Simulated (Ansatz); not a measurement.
# Ligand exchange: GeH2(CH3)Br + KSH → GeH2(CH3)(SH) + KBr

Species: GeH2(CH3)Br, singlet; KSH `[SH][K]`, singlet; GeH2(CH3)(SH), singlet; KBr, singlet. The partners trade Br for SH: Ge–Br and K–SH bonds give way to Ge–SH and K–Br.

Shapes, held fixed at every level: PBE0-D4/def2-TZVP. Flexible molecules stand in one conformer, not always the lowest. Programs: Ansatz 0.2.0. The zero-point and thermal change to 298 K, harmonic and unscaled (PBE0-D4/def2-TZVP), is +3.2 kJ/mol.

(1) Estimate ΔH(298 K) of this reaction.

## Answers

(1) The highest level, CCSD(T)/def2-TZVPP, gives ΔH(298 K) = -68.7 kJ/mol; the levels span -80.6 to -64.3. The column of differences is taken from that level and isn't an error. No measured value is set beside it here. Relativity is left out for Br, Ge unless named. Correlated rows may include outer-core shells of Br, Ge, K, which these sets cover unevenly.

```csv
level,kind,ΔH(298 K) (kJ/mol),less CCSD(T)/def2-TZVPP
HF/def2-SVP,Hartree–Fock,-80.6,-11.9
SPW92/def2-TZVPP,LDA,-64.3,+4.4
PBE0-D4/def2-TZVPP,global hybrid,-68.7,0.0
r2SCAN0-D4/def2-TZVPP,global hybrid,-72.4,-3.7
wB97M-V/def2-TZVPP,range-separated hybrid,-68.6,+0.1
wB97X-V/def2-TZVPP,range-separated hybrid,-71.2,-2.5
CCSD/def2-TZVPP,coupled cluster or CI,-69.5,-0.8
CCSD(T)/def2-TZVPP,coupled cluster or CI,-68.7,0.0
```

The exchange is strongly exothermic at every level, and the small, positive zero-point and thermal term shows that the driving force is electronic. Bromine holds a negative charge better than SH does, whereas hydrosulfide is the stronger base and the better electron-pair donor towards germanium. Potassium binds both anions mainly by electrostatics and, as they are similar in size, probably discriminates little between them. The preference is therefore likely to be set at germanium, where the polar covalent Ge–S bond gains more over Ge–Br than potassium loses in giving up SH.

Perturbative triples shift the enthalpy by only 0.8 kJ/mol, as expected for closed-shell species that keep the number and broad type of bonds. The Hartree–Fock outlier combines missing correlation with a smaller basis, so its deviation can't be assigned to correlation alone. The exact match of PBE0-D4 with CCSD(T) is probably partly fortuitous, given the spread among the hybrids. The value describes isolated molecules and doesn't carry over to solution or to solid KBr, where solvation or lattice energies would enter.
